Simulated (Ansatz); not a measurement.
# TiSi2: the change of pressure and largest V_zz with volume scale

Periodic Kohn-Sham DFT of a crystal at fixed atoms, scaled to volume_scale times the given cell; pressure positive in compression, energy less spherical unpolarised free atoms, largest_vzz the field gradient of largest size among the nuclei. The results are calculated, by Ansatz 0.2.0.

The cell before it is scaled or strained (space group Fddd, No. 70):
```
cell vectors (Å)
   0.0000     4.1180     4.2615
   2.3865     0.0000     4.2615
   2.3865     4.1180     0.0000
atoms (fractions of the cell vectors)
Ti  0.75000  0.75000  0.75000
Ti  0.50000  0.50000  0.50000
Si  0.08300  0.41700  0.08300
Si  0.41700  0.08300  0.41700
Si  0.16700  0.83300  0.16700
Si  0.83300  0.16700  0.83300
```

Settings of every row: method frozen-core PAW; functional PBEsol; relativity scalar; k mesh 8x8x8; filling fermi-dirac; smearing width 0.08 eV; wave cutoff 420 eV; paw set soft_2.

Atom start moment: 0 on all atoms.

Limits: PAW files made with PBE; no gap: field gradients move with the k mesh.

```
row  volume scale  V (Å³/atom)  pressure (GPa)  largest V_zz (1e21 V/m^2)
  1          0.94       13.123            8.65                      -3.42
  2          0.96       13.402           4.817                     -3.408
  3          0.98       13.681           1.371                     -3.396
  4          0.99       13.821           -0.22                     -3.391
  5             1        13.96          -1.727                     -3.386
  6          1.01         14.1          -3.157                     -3.382
  7          1.02       14.239          -4.512                     -3.377
  8          1.04       14.519               ?                          ?
  9          1.06       14.798          -9.261                     -3.359
```

Question: what pressure and largest V_zz should row 8 give?

Worked fit of pressure. Take u = (V_r/V)^(2/3) − 1 with V_r = 13.89 Å³ an atom, which is twice the finite (Eulerian) strain; such expansions in the strain, on which the Birch-Murnaghan equation of state is built, carry the rest volume and the bulk modulus. The shown rows have u = 0.03859, 0.02413, 0.01016, 0.00333, -0.00335, -0.00995, -0.01641, -0.04134. Least squares give pressure = −0.9792 + 225.148 × u + 616.29 × u² + 392 × u³ GPa; a parabola predicts inner rows, each left out in turn, worse (root mean square 0.0064 against 0.0028 GPa). The rows lie off it by 0.000, -0.001, -0.001, 0.003, 0.000, 0.002, -0.002, 0.000. The pressure vanishes at u = 0.0043, or V = 13.8 Å³ an atom, and there the bulk modulus at fixed shape and fractions is B = −V dP/dV = (2/3)(1 + u) dP/du = 154 GPa. Letting shape and atoms relax would as a rule lower it, by much in layered, chain or molecular crystals. The withheld row has u = -0.02909, so the fit gives −0.9792 + 225.148 × (-0.02909) + 616.29 × (-0.02909)² + 392 × (-0.02909)³ = -7.017 GPa.

The calculation gave -7.014 GPa. The fit lies 0.003 GPa (0.017 % of the column's range) below it; its largest miss of a shown row is 0.003 GPa.

Worked fit of largest V_zz. Take t = volume scale − 0.99. The shown rows have t = -0.05, -0.03, -0.01, 0, 0.01, 0.02, 0.03, 0.07. Least squares give largest V_zz = −3.3914 + 0.523 × t − 0.91 × t² 1e21 V/m^2; a straight line predicts inner rows, each left out in turn, worse (root mean square 0.0012 against 0.00062 1e21 V/m^2). The rows lie off it by 0.000, 0.000, 0.001, 0.000, 0.000, -0.001, 0.000, 0.000. The withheld row has t = 0.05, so the fit gives −3.3914 + 0.523 × (0.05) − 0.91 × (0.05)² = -3.368 1e21 V/m^2.

The calculation gave -3.368 1e21 V/m^2. The fit meets it to the printed digit.
